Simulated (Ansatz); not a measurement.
## Ga: pressure against volume scale

Periodic Kohn-Sham DFT of a crystal at fixed atoms, scaled to volume_scale times the given cell; pressure positive in compression, energy less spherical unpolarised free atoms, largest_vzz the field gradient of largest size among the nuclei. The results are calculated, by Ansatz 0.2.0.

The cell before it is scaled or strained (space group Cmce, No. 64):
```
Ga
1.0
      2.2553    -3.8224     0.0000
      2.2553     3.8224     0.0000
      0.0000     0.0000     4.5167
Ga
4
Direct
  0.15250 0.84750 0.07850
  0.65250 0.34750 0.42150
  0.84750 0.15250 0.92150
  0.34750 0.65250 0.57850
```

Settings of every row: method frozen-core PAW; functional PBEsol; relativity scalar; k mesh 9x9x8; filling fermi-dirac; smearing width 0.05 eV; wave cutoff 420 eV; paw set soft_2.

Atom start moment: 0 on all atoms.

Limits: PAW files made with PBE; no gap: field gradients move with the k mesh.

```csv
row,volume scale,V (Å³/atom),pressure (GPa),largest V_zz (1e21 V/m^2)
1,0.94,18.3,2.775,-5.736
2,0.96,18.691,1.28,-5.609
3,0.98,19.079,?,?
4,0.99,19.275,-0.63,-5.412
5,1,19.469,-1.193,-5.354
6,1.01,19.664,-1.723,-5.293
7,1.02,19.859,-2.222,-5.238
8,1.04,20.248,-3.128,-5.118
9,1.06,20.637,-3.92,-4.993
```

Question: what pressure should row 3 give?

Worked fit of pressure. Take u = (V_r/V)^(2/3) − 1 with V_r = 19.567 Å³ an atom, which is twice the finite (Eulerian) strain; such expansions in the strain, on which the Birch-Murnaghan equation of state is built, carry the rest volume and the bulk modulus. The shown rows have u = 0.04564, 0.03101, 0.01007, 0.00335, -0.00329, -0.00983, -0.02255, -0.03487. Least squares give pressure = −1.4644 + 80.08 × u + 278.66 × u² GPa; a straight line predicts inner rows, each left out in turn, worse (root mean square 0.15 against 0.0043 GPa). The rows lie off it by 0.004, -0.007, 0.000, 0.000, 0.002, 0.003, 0.001, -0.002 (root mean square 0.0032 GPa). The pressure vanishes at u = 0.0173, or V = 19.07 Å³ an atom, and there the bulk modulus at fixed shape and fractions is B = −V dP/dV = (2/3)(1 + u) dP/du = 60.8 GPa. Letting shape and atoms relax would as a rule lower it, by much in layered, chain or molecular crystals. The withheld row has u = 0.01698, so the fit gives −1.4644 + 80.08 × (0.01698) + 278.66 × (0.01698)² = -0.024 GPa.

The calculation gave -0.033 GPa. The fit lies 0.009 GPa (27 % of the value, 0.13 % of the column's range) above it; its largest miss of a shown row is 0.007 GPa.

The other values of row 3: largest V_zz -5.479 1e21 V/m^2.
